**1. Why the slope gives the exact amplitude.** Assume a neutral short-range impurity with no bound state, and a parabolic band of mass $m$ with $D=\hbar^2/2m$. Measure energies from the host edge. For $u=r\psi$, the impurity acts only through $u'(0)/u(0)=-1/a(E)$, which gives $f=-1/(a^{-1}+ik)$ and $\sigma=4\pi/(k^2+a^{-2})$. Give each impurity a Wigner–Seitz sphere, $n=3/4\pi R^3$, with $\psi'(R)=0$. For $a<0$ put $E=-Dq^2$ and $y=qR$. Then $u=\cosh qr-\sinh qr/(qa)$ and $Ru'(R)=u(R)$ give
$$\frac{R}{|a(E)|}=\frac{y(1-y\tanh y)}{y-\tanh y}=\frac{3}{y^2}-\frac95-\frac{36}{175}y^2+\dots\tag{1}$$
As $R\to\infty$, $E\to 3Da/R^3=(2\pi\hbar^2/m)\,a\,n$, however strong the bare potential. Zinc blende has $n=x/\Omega_0$ with $\Omega_0=a_0^3/4$, so
$$\sigma_0=4\pi\Big(\frac{m}{2\pi\hbar^2}\Big)^2\Big(\frac{dE_c}{dn}\Big)^2=\frac{\pi}{4}\Big(\frac{m}{2\pi\hbar^2}\Big)^2\Big(\frac{dE_c}{dx}\Big)^2a_0^6,$$
the result of Fahy and O'Reilly (2003). It is exact only for $x\to0$ and $k\to0$. It needs the conduction-edge slope, not the gap slope, and the mass besides.

**2. Solvable model.** One nitrogen level at $\Delta$ with coupling $\beta$ gives $(2\pi\hbar^2/m)\,a(E)=\beta^2\Omega_0/(E-\Delta)$. Typical GaAs:N inputs are $m=0.067\,m_e$, $a_0=5.65$ Å, $\Delta=0.23$ eV, $\beta=2.7$ eV. Then $D=56.9$ eV Å$^2$, $\Omega_0=45.1$ Å$^3$, and the exact answer is $dE_c/dx=-\beta^2/\Delta=-31.7$ eV, $a_s=a(0)=-2.00$ Å, $\sigma_0=50.3$ Å$^2$. One nitrogen in $L^3$ cubes means $N=8L^3$ atoms, $x=1/4L^3$, and an equal-volume sphere $R=3.505\,L$ Å. The case $L=3$ is $x=0.93\,\%$.

**3. Three ways to read a supercell.**

*A, raw:* $a_A=E/(4\pi Dn)=-y^2R/3$. With $1/|a(E)|=(1+|E|/\Delta)/|a_s|$ and $|E|\approx x\beta^2/\Delta$, (1) gives the leading term of each kind:
$$a_A/a_s\approx1-\frac{9|a_s|}{5R}-\frac{x\beta^2}{\Delta^2}=1-\frac{1.03}{L}-\frac{34.5}{L^3}.$$
The deviation falls as $N^{-1/3}$. The resonance term is the larger one below $L\approx5.8$. The geometric term comes from the periodic images. Its coefficient of $a_s/La_0$ is 2.90 for the sphere and 2.84 for a simple cubic array. Averaging over random sites removes it, so it afflicts supercells and not random alloys.

*B, Richardson:* $a_B=(L_2a_{A,2}-L_1a_{A,1})/(L_2-L_1)$. The next geometric term of $a_A/a_s$ is $+\tfrac{459}{175}a_s^2/R^2$. It leaves $-\tfrac{459}{175}a_s^2/R_1R_2\sim N^{-2/3}$, beside a positive resonance remainder $\sim N^{-1}$.

*C, inversion:* insert the computed $y$ into (1) and read off $a(E)$. All geometric terms vanish, $a_C/a_s=1/(1+|E|/\Delta)$, and the deviation falls as $N^{-1}$.

A line through $1/a_C$ against $E$ from two cells is exact here, but only because the model is linear in $E$. The model cannot grade that fit, so it is left out.

**4. Cost.** With $\nu\propto N$ orbitals, a Householder step on a block of size $j$ takes $4j^2$ operations. Work is $\sum_j4j^2\approx\tfrac43\nu^3\propto L^9$ and memory $\nu^2\propto L^6$. C adds one scalar evaluation to A. B pays for both cells and stores the larger. A sparse solver on $(H-\epsilon)^2$ needs memory $\propto L^3$ and about $W/\delta$ products of cost $\propto L^3$, where $W$ is the spectral width and $\delta$ the distance to the next level. Since $\delta$ is capped by the band gap in small cells and falls as $L^{-2}$ in large ones, work grows between $L^3$ and $L^5$. Deviation against dense work therefore goes as $w^{-1/9}$, $w^{-2/9}$, $w^{-1/3}$ for A, B, C at large $L$.

**5. Numbers.** Deviations are $\sigma/\sigma_0-1$ from the roots of (1). B pairs each row with the one above. Dense costs are relative to $L=2$.

| $L$ | $N$ | $-E$ (meV) | A (%) | B (%) | C (%) | work A, C | work B | memory |
|---|---|---|---|---|---|---|---|---|
| 2 | 64 | 333 | −88.7 | – | −83.3 | 1 | – | 1 |
| 3 | 216 | 147 | −74.8 | −30.6 | −62.8 | 38.4 | 39.4 | 11.4 |
| 4 | 512 | 77.3 | −61.0 | −1.2 | −44.0 | 512 | 550 | 64 |
| 6 | 1728 | 28.3 | −40.7 | +12.6 | −20.7 | $1.97\times10^4$ | $2.02\times10^4$ | 729 |
| 8 | 4096 | 13.0 | −29.1 | +11.8 | −10.4 | $2.62\times10^5$ | $2.82\times10^5$ | 4096 |
| 11 | 10648 | 5.3 | −20.0 | +7.0 | −4.5 | $4.61\times10^6$ | $4.87\times10^6$ | $2.77\times10^4$ |

The $-1.2\,\%$ is a zero crossing. Small cells, where $x\beta^2/\Delta^2$ is not small and the expansion fails, undershoot, and the larger pairs overshoot. The crossing moves with $\beta^2/\Delta^2$, so credit that entry only with the $13\,\%$ envelope of the later pairs.

**6. Picks among these settings.**

- Within 35 %: B(2,3) at work 39.4. C needs $L=6$ and A needs $L=8$.
- Within 15 %: B(3,4) at work 550.
- Within 5 %: C at $L=11$, the first size that passes. A first passes at $L=41$, at $1.4\times10^5$ times the work.
- Work budget 50: B(2,3). Work budget $10^3$: B(3,4).
- Memory budget 5000: C at $L=8$, $-10.4\,\%$ with a known sign, bracketed from above by B(6,8).

Sparse solvers change the budgets but not the three accuracy picks. Real small cells also fold L and X valleys onto Γ and sample nonparabolicity, which this one-band model omits and which C inherits.

**7. At 1 % the target itself moves.** In mean field $E=Dk^2+x\beta^2/(E-\Delta)$, the two-level anticrossing. Differentiation gives $dE_c/dx=Z\beta^2/(E_c-\Delta)$ and $m^*=m/Z$, with $1/Z=1+x\beta^2/(E_c-\Delta)^2$. The factor $Z$ cancels in $m^*\,dE_c/dx$, so the local slope with the alloy mass yields $a(E_c)$. At $x=0.01$ the model gives $E_c=-178$ meV, slope $-12.4$ eV, $m^*=0.096\,m_e$, $a=-1.13$ Å and $\sigma=15.9$ Å$^2$. The host mass would understate $\sigma$ by $Z^{-2}=2.06$. With $n=2.22\times10^{20}$ cm$^{-3}$, $l=1/n\sigma=28$ nm. Scattering is isotropic, so $\tau=l/v$, and the nondegenerate parabolic average gives
$$\mu=\frac{4el}{3\sqrt{2\pi m^*k_BT}}=1.3\times10^3\ \text{cm}^2/\text{V s}\quad(300\text{ K}).$$
The neglected rise of $\sigma$ at one $k_BT$ above the edge is $2k_BT/(\Delta-E_c)=13\,\%$, which lowers $\mu$. The model's value is a ceiling in the sense that other scatterers add rates. Typical electron mobilities near 1 % N are a few hundred cm$^2$/V s, so the model lies high by a factor of roughly 3 to 6, commonly ascribed to nitrogen pair and cluster levels near the edge.